Attractive focusing onto a hard core and the Sutherland law

1. Premises and conventions

(a) Two molecules of mass m collide elastically and classically through a central potential with a rigid core of diameter d and an attractive tail,

V(r) = ∞ for r < d,  V(r) = −ε (d/r)^ν for r ≥ d,  ν ≥ 2,  (1)

so that ε = |V(d)|. Dispersion forces correspond to ν = 6.

(b) The relative motion has reduced mass m_r = m/2, initial speed g, energy E = m_r g²/2, impact parameter b and deflection angle χ. We write λ = ε/E, x = E/kT and τ = ε/kT.

(c) The gas is dilute and near equilibrium, and its viscosity is the first Chapman–Enskog approximation, taken here as given:

η = 5kT/(8Ω),  Ω = ½ (kT/πm)^½ ∫₀^∞ x³ e^(−x) Q₂(xkT) dx,  Q₂(E) = 2π ∫₀^∞ sin²χ b db.  (2)

Q₂ is the viscosity cross section.

2. The core-hitting cross section

Outside the core the angular momentum m_r g b and the energy are conserved, so m_r ṙ²/2 + E b²/r² + V(r) = E, or

ṙ² = g² [G(r) − b²]/r²,  G(r) = r² [1 − V(r)/E].  (3)

A trajectory coming from infinity reaches r = d only if b² lies below G(r) all the way in. The largest such impact parameter obeys b_max² = min G(r) over r ≥ d. If the minimum lies at the core surface,

σ_hit = π b_max² = πd² (1 + |V(d)|/E) = πd² (1 + λ).  (4)

Only the contact value of the potential enters. For the tail (1), G = r² + λ d^ν r^(2−ν). Both terms are convex for ν ≥ 2, so G rises for all r > d exactly when G′(d) = d[2 − (ν−2)λ] ≥ 0, that is when

E ≥ E_b = (ν − 2) ε/2.  (5)

For ν = 6, E_b = 2ε. Below E_b the minimum moves out to r_b = d[(ν−2)λ/2]^(1/ν), the top of a centrifugal barrier, where G = ν r_b²/(ν−2), and

σ_hit = πd² [ν/(ν−2)] [(ν−2)λ/2]^(2/ν).  (6)

This joins (4) at E_b and lies below it at lower energy, since then G(r_b) < G(d). For ν = 4 it is the Langevin form 2πd² λ^½.

3. Deflection of the trajectories that hit

The polar angle advances at the rate gb/r². Dividing by |ṙ| from (3) gives the angle θ swept on the way in. The impact reverses ṙ and leaves the angular momentum unchanged, so the way out is the mirror image, and χ = π − 2θ. With u = d/r,

θ = ∫₀¹ (b/d) du / [1 + λu^ν − (b/d)² u²]^½.

An expansion in λ at fixed b is singular at b = d. It becomes regular in the variable s = b/b_max, which runs from 0 to 1. At contact the speed is g(1+λ)^½ and its tangential part is gb/d, so s = sin θ₀ with θ₀ the angle of incidence on the core. Dividing numerator and denominator by (1+λ)^½ and using (1 + λu^ν)/(1+λ) = 1 − κ(1 − u^ν) with κ = λ/(1+λ),

θ(s, κ) = ∫₀¹ s du (1 − s²u²)^(−½) (1 − z)^(−½),  z = κ (1 − u^ν)/(1 − s²u²).  (7)

The convex function y^p, p ≥ 1, lies above its tangent at y = 1, so 1 − y^p ≤ p(1 − y). With y = u² and p = ν/2 this gives z ≤ κν/2 for every s ≤ 1. The binomial series of (1 − z)^(−½) therefore converges uniformly in s and u when κν/2 < 1, which is the same as (ν−2)λ < 2. The absence of a barrier, condition (5), is also the condition for convergence of

θ = θ₀ + κθ₁ + κ²θ₂ + … .

The zeroth term is the integral of s(1 − s²u²)^(−½), which is arcsin s = θ₀. The first is θ₁ = (s/2) ∫₀¹ (1 − u^ν)(1 − s²u²)^(−3/2) du. Since (1 − s²u²)^(−3/2) is the derivative of u(1 − s²u²)^(−½), and the boundary terms vanish at u = 0 and u = 1, integration by parts followed by su = sin φ gives

θ₁ = (ν/2) Y_ν(θ₀)/s^ν,  Y_n(θ₀) = ∫₀^θ₀ sinⁿφ dφ.  (8)

θ₁ is positive: the attraction bends the path around the centre and makes χ smaller than the value π − 2θ₀ of straight-line flight.

4. Q₂ to first order

With 2b db = d²(1+λ) 2s ds, 2s ds = sin 2θ₀ dθ₀ and sin²χ = sin²2θ,

Q₂,hit = πd² (1+λ) ∫₀^(π/2) sin²(2θ) sin 2θ₀ dθ₀.

Let c = cos θ₀. The first two derivatives of sin²2θ are 2 sin 4θ and 8 cos 4θ, and 2 sin 4θ₀ sin 2θ₀ = w with w = 16 s²c²(1 − 2s²). The integral is then I₀ + κI₁ + κ²I₂ + …, with all integrals over θ₀ from 0 to π/2:

I₀ = ∫₀¹ 8s³(1 − s²) ds = 2/3,
I₁ = ∫ w θ₁ dθ₀,
I₂ = ∫ [w θ₂ + 4 sin 2θ₀ cos 4θ₀ θ₁²] dθ₀.

Because (1+λ)κ = λ exactly,

Q₂,hit = πd² [(2/3)(1+λ) + λI₁ + λ²I₂ + O(λ³)].  (9)

A trajectory with b > b_max turns at a radius r₀ > d where G(r₀) = b². With u = r₀/r its angle is (7) at s = 1, with λ replaced by λ₀ = λ(d/r₀)^ν. Since θ₀ = π/2, χ = −A_ν λ₀ + O(λ₀²) with A_ν = νY_ν(π/2). Its sin²χ is of second order. To that order r₀ = b and b_max = d, and

Q₂,miss = 2π ∫_d^∞ A_ν² λ² (d/b)^(2ν) b db = πd² λ² A_ν²/(ν − 1).  (10)

To first order only the trajectories that hit contribute:

Q₂ = (2/3)πd² [1 + a_ν λ + O(λ²)],  a_ν = 1 + (3/2) I₁ = 1 + 12ν ∫ s^(2−ν) c² (1 − 2s²) Y_ν dθ₀.  (11)

The 1 is the focusing of (4); the integral is the change in the distribution of deflection angles. For ν = 6, Y₆ = (5/16)[θ₀ − sc(1 + 2s²/3 + 8s⁴/15)], as differentiation confirms, and Y₆(π/2) = 5π/32. Define R_n = ∫ w s^(−n) Y_n dθ₀, so that I₁ = 3R₆. Now w/s⁶ = 16(csc⁴θ₀ − 3csc²θ₀ + 2) has the antiderivative 16(2θ₀ + 2cot θ₀ − cot³θ₀/3). Integration by parts leaves the boundary term 16π·5π/32 and the integrals ∫ s³c³ = 1/12, ∫ s⁵c = 1/6 and ∫ θ₀s⁶ = 5π²/128 + 17/72, the last from one more integration by parts with Y₆. Hence

R₆ = 16 [5π²/32 + 1/36 − 1/3 − 5π²/64 − 17/36] = 5π²/4 − 112/9,
a₆ = 1 + (9/2)R₆ = 45π²/8 − 55 = 0.5165.

The same steps give a₂ = 3π²/8 − 3 = 0.7011 and a₄ = 45 − 9π²/2 = 0.5868. As ν → ∞, Y_ν is dominated by its upper limit, θ₁ → ½ tan θ₀, and a_ν → 1 + 12(1/4 − 1/3) = 0. A thin attractive skin draws in more trajectories but leaves Q₂ unchanged at first order. Focusing thus does not multiply Q₂ by 1 + λ; for dispersion forces about half of the gain survives. For a tail −εf(u) of another shape, with f(1) = 1, u^ν in θ₁ is replaced by f(u), and the coefficient is again a pure number fixed by the shape.

5. Thermal average and the Sutherland law

Insert (11) with λ = τ/x into (2). The weight x³e^(−x) integrates to Γ(4) = 6, and the mean of 1/x is Γ(3)/Γ(4) = 1/3. The series fails for E near and below E_b. Split the integral at x₀ = τ/λ*, with λ* a fixed number below 2/(ν−2). Above x₀ the remainder in (11) is bounded by a constant times λ². Below x₀ the fraction of the weight is less than x₀⁴/24, and Q₂ grows only as λ^(2/ν), because dλ^(1/ν) is the distance at which |V| equals E. That region contributes O(τ⁴). Therefore

Ω = 2πd² (kT/πm)^½ [1 + S/T + O(τ²)],  S = (a_ν/3) ε/k,  (12)

and from η = 5kT/(8Ω),

η = η_hs/(1 + S/T),  η_hs = (5/16d²)(mkT/π)^½.  (13)

The viscosity goes as T^½/(1 + S/T), the form Sutherland proposed in 1893, and S is proportional to |V(d)|/k at fixed shape of the tail:

ν = 2: kS/ε = 0.2337
ν = 4: kS/ε = 0.1956
ν = 6: kS/ε = 0.1722

The logarithmic slope of (13) is

d ln η/d ln T = ½ + S/(T + S).  (14)

The factor 1/3 belongs to the viscosity weight. The rate of core hits carries the weight x e^(−x), for which the mean of 1/x is 1, so that (4) averages to πd²(1 + τ), apart from the slow collisions that obey (6). Equating S with ε/k confuses the two averages and drops a_ν.

6. Size of the first neglected term, ν = 6

From the binomial coefficient 3/8 and su = sin φ, θ₂ = (3/8) ∫₀^θ₀ (1 − sin⁶φ/s⁶)² sec⁴φ dφ. Integrate by parts with the antiderivative tan φ + tan³φ/3, write sin⁶φ + sin⁸φ/(3cos²φ) as sin⁶φ (2 + sec²φ)/3, and use ∫₀^θ₀ sinⁿφ sec²φ dφ = sⁿ tan θ₀ − nY_n. The tangents cancel and

θ₂ = 15Y₁₂/s¹² − 6Y₆/s⁶.

The function w/s¹² has the antiderivative −16(q⁹/9 + q⁷/7 − q⁵/5 − q³/3), q = cot θ₀, which vanishes at π/2. Integration by parts gives R₁₂ = 16(1/540 + 1/840 − 1/600 − 1/180) = −316/4725. The θ₁² term of I₂ is B = 72 ∫ c s^(−11)(1 − 8s² + 8s⁴) Y₆² dθ₀. A first integration by parts uses U = −s^(−10)/10 + s^(−8) − (4/3)s^(−6), with U = −13/30 at s = 1. A second uses q³/30 − 9q/10 − 4θ₀/3, the antiderivative of Us⁶, and the three integrals of section 4. The result is B = 1725π²/256 − 998/15, and

I₂ = 15R₁₂ − 6R₆ + B = 2246/315 − 195π²/256 = −0.3877.

In (10), A₆ = 15π/16 = 2.945 and A₆²/5 = 45π²/256. Relative to 2/3, the hitting trajectories contribute −0.5816 λ² and the missing ones +2.6023 λ², in total b₆λ² with b₆ = 1123/105 − 225π²/256 = 2.0208. The mean of 1/x² is Γ(2)/Γ(4) = 1/6, so

η_hs/η = 1 + 0.1722 τ + 0.3368 τ² + O(τ³).  (15)

The second-order term is 1.96 τ times the first. It comes mainly from near misses, which the attraction deflects without contact. The thermal series is asymptotic, since the mean of 1/x⁴ diverges at x = 0.

7. Range of validity

(i) Weak attraction. Formula (4) is exact in model (1) for E ≥ E_b. The law (13) with S from (12) needs τ well below ½. At T = 10 ε/k the neglected term of (15) is still 20 per cent of S/T.

(ii) First Chapman–Enskog approximation. Kihara's second approximation multiplies η by 1 + (3/196)(8E* − 7)², where E* is the ratio of the averages of Q₂ over the normalised weights x⁴e^(−x) and x³e^(−x). Here E* = 1 + a_ν τ(1/4 − 1/3). The factor raises η_hs by 1.5 per cent, and its logarithm falls by (4/199) a_ν τ, which adds about 6 per cent to S.

(iii) Rigid core. For a pure repulsion C/rⁿ the only length is (C/E)^(1/n), so Q₂ ∝ E^(−2/n) and η ∝ T^(½ + 2/n). A soft core thus also makes Q₂ fall with energy, and over a limited range of T a fitted S cannot tell the two causes apart.

(iv) Classical motion. The ring of added impact parameters, of width b_max − d ≈ λd/2, should be wider than the reduced wavelength ħ/(2m_r E)^½; otherwise diffraction at the edge of the core cannot be dismissed beside the focusing.

(v) Binary, elastic, orientation-independent collisions, with number density small against 1/d³ and a mean free path short against the size of the apparatus.

8. Illustration: hydrogen

H₂ is the usual carrier gas of silicon epitaxy, where its viscosity is wanted from room temperature to 1000 K and above. The inputs are m = 2.016 u, S = 70 K, an approximate empirical constant, and a typical viscosity of about 9.0 μPa s at 300 K, which serves only to fix d.

As an interpolation formula, (13) gives 1 + S/T = 1.233 at 300 K. The bare hard-sphere formula would need d = 2.70 Å, and the Sutherland core is 2.70 Å/1.233^½ = 2.43 Å. The model's viscosity is 14.1 μPa s at 600 K and 18.9 μPa s at 1000 K, while the slope (14) falls from 0.689 at 300 K to 0.565 at 1000 K.

Read as a statement about the potential, (12) with ν = 6 demands ε/k = 70 K/0.1722 = 407 K, or 35 meV. This contradicts the premises of the derivation. At 300 K, τ = 1.36, and the second-order term of (15) is 0.62 against 0.233 for S/T. The threshold E_b/k = 814 K lies at x = 2.71, and 29 per cent of the viscosity weight falls below it, in collisions for which (4) and the series (9) fail. At 1000 K the two terms are still 0.070 and 0.056, and the condition T = 10 ε/k is met only at 4070 K. The model's depth of 407 K is also too large, by a factor of roughly 12, against the well depth of about 35 K that is typical of H₂–H₂ pair potentials.

With ε/k = 35 K as input the expansion is usable. At 300 K, τ = 0.117, only 1.0 × 10⁻⁴ of the weight lies below E_b, and the model gives S = 6.0 K, S/T = 0.020 with a second-order term of 0.005, a slope of 0.52 and d = 2.67 Å. At the maximum of the weight, x = 3 or E/k = 900 K, λ = 0.039 and the added ring is 0.05 Å wide, against a reduced wavelength of 0.16 Å. Condition (iv) is not met, and the classical focusing correction is no more than an estimate of magnitude for this light molecule.

Within the model, attraction therefore supplies less than a tenth of an S of 70 K, and the rest must stand in for what the model omits, chiefly the softness of the core. By (iii), the slope 0.689 is reproduced by a pure repulsion with n = 2(T + S)/S = 10.6. Anchored to the same value and slope at 300 K, that power law gives 14.5 μPa s at 600 K and 20.6 μPa s at 1000 K. The two models differ by 9 per cent at 1000 K, which shows how far an extrapolation from 300 K depends on the form assumed for the core.